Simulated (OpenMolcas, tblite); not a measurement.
# AlSiH4Cl (SMILES [SiH3][AlH][Cl]): methods side by side

AlSiH4Cl has 7 atoms, charge 0, and is taken as a singlet. As SMILES, `[SiH3][AlH][Cl]`. The shape is that of a PBE0-D4/def2-TZVP optimisation.

Quantity: the HOMO–LUMO gap, in eV. The values are calculated.

```json
{"level": "GFN2-xTB", "kind": "semi-empirical", "program": "tblite", "value (eV)": "3.52", "CPU time": "under 2 s"}
{"level": "HF/aug-cc-pVDZ", "kind": "Hartree–Fock", "program": "OpenMolcas", "value (eV)": "10.82", "CPU time": "26 s"}
{"level": "SVWN5/aug-cc-pVDZ", "kind": "LDA", "program": "OpenMolcas", "value (eV)": "3.77", "CPU time": "54 s"}
{"level": "revPBE/aug-cc-pVDZ", "kind": "GGA", "program": "OpenMolcas", "value (eV)": "3.96", "CPU time": "72 s"}
{"level": "r2SCAN/aug-cc-pVDZ", "kind": "meta-GGA", "program": "OpenMolcas", "value (eV)": "4.40", "CPU time": "86 s"}
{"level": "B3LYP/aug-cc-pVDZ", "kind": "global hybrid", "program": "OpenMolcas", "value (eV)": "5.39", "CPU time": "76 s"}
{"level": "B2PLYP/aug-cc-pVDZ", "kind": "double hybrid", "program": "OpenMolcas", "value (eV)": "7.74", "CPU time": "54 s"}
```

The values span 3.52 to 10.82 eV. Orbital gaps aren't excitation energies, and those of double hybrids come from the SCF part alone; they tend to grow with the share of exact exchange. Times are those of the runs behind each value, whatever else they computed, on shared processors of several kinds: orders of magnitude only.

The gap of AlSiH4Cl depends much more on non-local exchange than on the choice of semi-local functional. From SVWN5 through revPBE to r2SCAN it widens only from 3.77 to 4.40 eV, while B3LYP gives 5.39 eV and Hartree–Fock 10.82 eV. This is probably because a Hartree–Fock virtual orbital feels the repulsion of all the electrons, whereas an occupied one is spared its own, a distinction that a semi-local potential doesn't make.

The frontier orbitals themselves can be inferred from the bonding. Three-coordinate aluminium has a formally vacant 3p orbital, which probably dominates the LUMO and underlies the Lewis acidity expected of such a centre; π donation from chlorine should push it up somewhat. The HOMO probably has large Al–Si σ character, since a bond between two electropositive atoms holds its electrons less tightly than Al–Cl does. The closeness of the GFN2-xTB and SVWN5 gaps doesn't show that the two methods place either frontier level at the same energy.
